**Problem: the response of zinc and krypton from their neighbours**

The table holds the static dipole and octupole polarisabilities $\alpha_1$ and $\alpha_3$ of closed-shell atoms in relativistic RPA, and the coefficient $C_8$ of the $R^{-8}$ dispersion energy of two like atoms. "Uncoupled" means that each Dirac-Hartree-Fock orbital responds to the external field alone. RPA adds the field of the induced charge self-consistently. The last two columns give a recommended $\alpha_1$ and the RPA value divided by it.

B-spline many-body code 1: relativistic RPA (time-dependent Dirac-Hartree-Fock) for neutral closed-shell atoms, with the no-pair Dirac-Coulomb Hamiltonian and a B-spline basis. The polarisabilities are static, and C8 is for two like atoms, in hartree bohr⁸.

```tsv
species	Z	configuration	dipole polarisability (bohr³)	dipole polarisability uncoupled (bohr³)	octupole polarisability (bohr⁷)	octupole polarisability uncoupled (bohr⁷)	C8 (a.u.)	recommended dipole polarisability (bohr³)	dipole polarisability over recommended dipole polarisability
Be	4	[He] 2s2	45.59	30.53	5629	3952	13190	37.74	1.208
Mg	12	[Ne] 3s2	81.16	54.94	19690	13290	51110	71.2	1.140
Ar	18	[Ne] 3s2 3p6	10.77	10.15	531.1	382.0	1549	11.083	0.972
Zn	30	[Ar] 3d10 4s2	?	?	?	?	?	?	?
Kr	36	[Ar] 3d10 4s2 4p6	?	?	?	?	?	?	?
Pd	46	[Kr] 4d10	21.17	18.78	2557	1511	5319	26.14	0.810
Xe	54	[Kr] 4d10 5s2 5p6	26.97	26.87	3471	2383	11460	27.32	0.987
Ba	56	[Xe] 6s2	324.0	219.1	346300	210900	1065000	272	1.191
Hg	80	[Xe] 4f14 5d10 6s2	44.93	40.91	5952	4196	18320	33.91	1.325
Pb	82	[Xe] 4f14 5d10 6s2 (6p1/2)2	49.77	41.31	16430	10620	33820	47	1.059
```

**(a) Sort the known rows into families. Why does coupling raise $\alpha_1$ by half in Be and hardly at all in Xe, and where does RPA fail?**

*Solution.* The polarisability is a sum over dipole excitations, $\alpha_1=\sum f/\Delta E^2$, with strength $f$ and energy $\Delta E$ in atomic units. In the $ns^2$ atoms Be, Mg and Ba the same calculation puts a strong $ns\to np$ line low in the spectrum. In Be it lies at 4.80 eV with $f=1.38$ and gives 44.3 bohr³, or 97% of $\alpha_1$, and in Mg and Ba the share is 93%. Roots near $10^{-6}$ eV in Be and Ba carry no strength and add nothing to $\alpha_1$. They stand where the $nsnp\ ^3P_1$ level should be (Mg has it near 1.1 eV, far below a rough recalled 2.7 eV). The triplet root has collapsed, the mark of a triplet instability of the closed-shell Hartree-Fock reference, so these runs cannot be used for intercombination lines. The $np^6$ atoms have no empty orbital in the valence $p$ shell and no line so low (the first is near 12 eV in Ar), so $\alpha_1$ is small.

Dividing the columns gives a coupled/uncoupled dipole ratio of 1.48 to 1.49 for Be, Mg and Ba, 1.098 for Hg, 1.061 for Ar and 1.004 for Xe. Theory accounts for this with two opposed terms. An empty Hartree-Fock orbital feels all $N$ electrons and lies too high, and coupling restores the attraction to the hole, lowers $\Delta E$ and raises $\alpha$. The induced dipoles of the other electrons oppose the field and lower $\alpha$. The table shows only the balance of the two. Screening is strong in both families, for the partner $s$ electron opposes the field at least as effectively as a $p^6$ shell does. What differs is the attraction to the hole: it removes a large part of the small $ns\to np$ orbital gap and outweighs the screening, but a smaller part of the wide gap of an $np^6$ atom, where the two terms nearly cancel. The low ratio of Hg would follow if the soft $5d^{10}$ shell adds much to the uncoupled sum and little to the coupled one, because $5d$ and $6s$ screen each other. The second half of this condition holds: $5d$ gives only about 3.1 bohr³ of the coupled $\alpha_1$, against 41.98 from $6s$. The first half is unchecked, since the uncoupled value was not split by subshell. That Xe is a cancellation and not an absence of coupling shows in its higher multipoles: the ratio is 1.457 for $\alpha_3$ and $205.1/151.9=1.35$ for the quadrupole polarisability $\alpha_2$.

RPA lies 14 to 33% above the recommended value for $ns^2$ and 1 to 3% below it for $np^6$. Spin-orbit coupling and the other Dirac effects are included, so the excess is attributed to correlation beyond RPA. In Be the established cause is $2s^2$–$2p^2$ mixing, which stabilises the ground state. The measured line, recalled roughly as 5.3 eV, would at fixed strength lower $\alpha_1$ by $(5.3/4.8)^2\approx1.2$, the size of the excess. The Ba line at 2.21 eV matches a rough recalled 2.2 eV, so there the fault lies in the strength.

Pd and Pb belong to neither family. In Pd the $4d$ shell supplies nearly all of the 21.17 bohr³, so its deficit of 19% is in the $4d$ response. Pb is closed only in $jj$ coupling. A $6p_{1/2}\to6p_{3/2}$ quadrupole root at 0.246 eV, far below the rough recalled 1.3 eV, makes up 56% of its $\alpha_2$. Being so slow, this suspect root gives at most 7% of $C_8$, and it does not enter $\alpha_1$.

**(b) Build a one-length model and forecast Zn and Kr with error bars.**

*Solution.* A valence electron in a neutral atom sees unit charge at long range. With effective quantum number $n^*$, its ionisation energy is $I\propto1/n^{*2}$ and its radius $r\propto n^{*2}\propto1/I$. Taking $\Delta E\propto I$,

$$\alpha_L\sim\frac{\langle r^{2L}\rangle}{\Delta E}\propto r^{2L+1},\qquad \alpha_1=\frac{K}{I^3},\qquad C_8=\frac{15}{\pi}\int_0^\infty\alpha_1(i\omega)\,\alpha_2(i\omega)\,d\omega\sim\alpha_1\alpha_2\,\Delta E\propto r^7 .$$

Both $\alpha_3$ and $C_8$ should then scale as $\alpha_1^{7/3}$. The values of $I$ are rough recalled ones of two figures, in eV: Be 9.3, Mg 7.6, Ba 5.2, Hg 10, Zn 9.4, Ar 16, Kr 14, Xe 12. Since they are measured energies, $K$ absorbs part of the correlation error of RPA and has no meaning of its own.

The geometric mean of $\alpha_1I^3$ gives $K=40439$ bohr³ eV³ over Be, Mg, Ba and Hg, with logarithmic scatter 0.130, and 45342 over Ar and Xe, with scatter 0.039. Rounding $I$ to two figures alone brings standard errors of about 5, 7 and 9% in $I^3$ for Ar, Xe and Hg, so these scatters, the second above all, are partly accidents of rounding. Relative to the computed values the model errs by up to 14% (Mg). Log-log least squares on these six rows, with one slope and one offset per family, gives $\alpha_1\propto I^{-3.15}$, $\alpha_3\propto\alpha_1^{2.07}$ and $C_8\propto\alpha_1^{2.15}$. The last two fall short of 7/3, so one length is only approximate, and the fitted slopes are used. Pd ($I\approx8.3$ eV) and Pb (7.4 eV) were not fitted, and the $np^6$ constant overshoots them by 275% and 125%: the law does not carry over to other valence shells.

For Zn, outside the fit, $9.4^3=830.6$ and $\alpha_1=40439/830.6=48.7$ bohr³. The scatter widened for four rows is $0.130\sqrt{1+1/4}=0.145$, the rounding of the Zn value of $I$ adds almost nothing, and the factor $e^{\pm0.146}$ gives 42 to 56. For Kr, $45342/14^3=16.5$, and the bar rests on two rows plus the rounding of $I$. The bars on $\alpha_3$ and $C_8$ combine the slope times the bar on $\alpha_1$ with the scatter of the power law. Ratios are bracketed by the extremes of the family.

| quantity | Zn | Kr |
|---|---|---|
| $\alpha_1$ / bohr³ | about 49 (42–56) | about 16.5 (15–18) |
| $\alpha_3$ / bohr⁷ | 5000–9200 | 1100–1500 |
| $C_8$ / a.u. | 12500–25500 | 3100–5100 |
| dipole coupled/uncoupled | 1.10–1.49 | 1.00–1.06 |
| octupole coupled/uncoupled | 1.42–1.64 | 1.39–1.46 |
| RPA/recommended | 1.14–1.33 | 0.97–0.99 |

Kr should lie between Ar and Xe throughout. Zn should lie below Mg and near Be and Hg in $\alpha_1$, because $3d^{10}$ shields the added nuclear charge poorly and $4s$ contracts. Its dipole ratio leans to the upper half of the range ($3d$ is more compact than $5d$ and screens less), its octupole ratio to the lower half, as in Be and Hg, and RPA/recommended to the upper half, on the guess that $s$–$d$ correlation acts as in Hg. A power law in the principal quantum number would instead give 144 (Mg–Ba) or 63.5 (Mg–Hg) for Zn and 18.1 (Ar–Xe) for Kr.

**(c) Compare with the computed rows and account for the misses.**

The withheld rows as computed:

```tsv
species	Z	configuration	dipole polarisability (bohr³)	dipole polarisability uncoupled (bohr³)	octupole polarisability (bohr⁷)	octupole polarisability uncoupled (bohr⁷)	C8 (a.u.)	recommended dipole polarisability (bohr³)	dipole polarisability over recommended dipole polarisability
Zn	30	[Ar] 3d10 4s2	50.81	37.29	7645	5335	19960	38.67	1.314
Kr	36	[Ar] 3d10 4s2 4p6	16.47	15.82	1244	878.7	3862	16.78	0.981
```

*Solution.* All twelve values fall inside their ranges and the three leanings for Zn hold, but the Zn ranges were wide, so this is a mild test. Relative to the computed values, the central Zn forecasts are low by 4.2% in $\alpha_1$, 11.4% in $\alpha_3$ and 10.6% in $C_8$. The larger misses are mostly the first one raised to a power near two: fed the computed $\alpha_1$, the power laws miss by only 3.2% and 2.0%. The Kr forecasts are high by 0.3%, 2.4% and 2.1%, and the first of these is luck, since the rounding of $I$ alone brings a standard error of about 6%. Interpolation in $n$ is high by 184% and 25% for Zn and by 10% for Kr, so binding energy sets the size better than shell number.

The two dipole ratios of Zn point different ways. Coupled/uncoupled is 1.363, nearer to Mg (1.477) than to Hg, which fits weak screening by $3d$. RPA/recommended is 1.314, almost that of Hg. If the ratios are rightly read as screening by the $d$ shell, a $d^{10}$ shell that screens little within RPA goes with an error as large as one that screens much. Both $d^{10}s^2$ atoms are worse than the three bare $ns^2$ atoms, as $s$–$d$ correlation would make them, though the numbers do not isolate that cause. The uncoupled Zn value is $1.314/1.363=0.96$ times the recommended one, close to it by cancellation of errors, and the same quotient for Be is $30.53/37.74=0.81$.

The close $C_8$ of Zn also needs care. Hg has 0.986 of the $\alpha_1$ of Be but 1.389 times its $C_8$, and the family line passes between them (Be +17%, Hg −18%), where Zn happens to fall. A likely reason is that $d$ electrons respond at high frequency and so add more to the integral than to static values. The same runs support this for Zn, where $C_6/\alpha_1^2$, a mean excitation energy, is 15% larger than in Be although the $ns\to np$ line lies only 4% higher. In Hg a higher $6s\to6p$ line would act the same way, and the two causes are not separated here.

For the isoelectronic cations, such as Ga⁺ or Rb⁺, the outer electron sees a charge $\zeta$, so $r\propto\zeta/I$ and, if $\Delta E\propto I$ still holds, $\alpha_1\propto\zeta^2/I^3$. As $I$ rises steeply along the sequence $\alpha_1$ shrinks, and $\alpha_3$ faster still. In the $ns^2$ ions the condition fails: the $ns\to np$ gap lies within one shell and grows more slowly than $I$, so the rule makes their $\alpha_1$ too small. The $ns^2$–$np^2$ mixing that RPA lacks also survives there.
